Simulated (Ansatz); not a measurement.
A series in volume scale on Pt

All results are calculated (Ansatz 0.2.0). Free energy against uniform scaling of the volume at fixed shape and fractions; periodic cell, basis, potentials, k mesh and filling as listed.

The cell before it is scaled or strained (space group P6_3/mmc, No. 194):
```
Pt
1.0
      2.7698     0.0000     0.0000
     -1.3849     2.3987     0.0000
      0.0000     0.0000     4.8081
Pt
2
Direct
  0.66667 0.33333 0.75000
  0.33333 0.66667 0.25000
```

Settings of every row: functional r2SCAN; dispersion none; potentials PAW; wave cutoff 600 eV; density cutoff 2400 eV; k mesh 12x12x6; k shift 0x0x0; occupations fermi dirac; smearing width 0.1 eV; spin none.

Limits: coarse k mesh, up to 40 meV an atom off; no spin-orbit coupling, which can matter with elements this heavy; the cell comes from a prototype or a list of computed structures and needn't be the stable phase.

| row | volume scale | V (Å³/atom) | energy above lowest point (meV/atom) | pressure (GPa) |
| --- | --- | --- | --- | --- |
| 1 | 0.9406 | 15.024 | 9 | 7.58 |
| 2 | 0.9703 | 15.498 | 0 | -1.18 |
| 3 | 1 | 15.972 | 14.5 | -8.35 |
| 4 | 1.0297 | 16.447 | ? | ? |
| 5 | 1.0594 | 16.921 | 97.5 | -18.96 |

Question: what energy above lowest point and pressure should row 4 give?

Worked fit of energy above lowest point. Take u = (V_r/V)^(2/3) − 1 with V_r = 15.735 Å³ an atom, which is twice the finite (Eulerian) strain; such expansions in the strain, on which the Birch-Murnaghan equation of state is built, carry the rest volume and the bulk modulus. The shown rows have u = 0.03131, 0.01017, -0.00992, -0.04729. Least squares give energy above lowest point = 4.68 − 701.3 × u + 26698 × u² meV/atom; a straight line predicts inner rows, each left out in turn, worse (root mean square 26 against 0.62 meV/atom). The rows lie off it by 0.1, -0.3, 0.2, -0.1. Its lowest point lies at u = 0.0131, or V = 15.43 Å³ an atom, and the curvature there gives the bulk modulus at fixed shape and fractions, B = (4/9)(1 + u)² E″(u)/V = 253 GPa. Letting shape and atoms relax would as a rule lower it, by much in layered, chain or molecular crystals. The withheld row has u = -0.02907, so the fit gives 4.68 − 701.3 × (-0.02907) + 26698 × (-0.02907)² = 47.6 meV/atom.

The calculation gave 48.2 meV/atom. The fit lies 0.6 meV/atom (1.2 % of the value, 0.62 % of the column's range) below it; its largest miss of a shown row is 0.3 meV/atom.

Worked fit of pressure. Take u = (V_r/V)^(2/3) − 1 with V_r = 15.735 Å³ an atom, which is twice the finite (Eulerian) strain; such expansions in the strain, on which the Birch-Murnaghan equation of state is built, carry the rest volume and the bulk modulus. The shown rows have u = 0.03131, 0.01017, -0.00992, -0.04729. Least squares give pressure = −4.94 + 358.51 × u + 1313.3 × u² GPa; a straight line predicts inner rows, each left out in turn, worse (root mean square 1.3 against 0.044 GPa). The rows lie off it by 0.01, -0.02, 0.02, 0.00. The pressure vanishes at u = 0.0131, or V = 15.43 Å³ an atom, and there the bulk modulus at fixed shape and fractions is B = −V dP/dV = (2/3)(1 + u) dP/du = 265 GPa. Letting shape and atoms relax would as a rule lower it, by much in layered, chain or molecular crystals. The withheld row has u = -0.02907, so the fit gives −4.94 + 358.51 × (-0.02907) + 1313.3 × (-0.02907)² = -14.25 GPa.

The calculation gave -14.21 GPa. The fit lies 0.04 GPa (0.15 % of the column's range) below it; its largest miss of a shown row is 0.02 GPa.
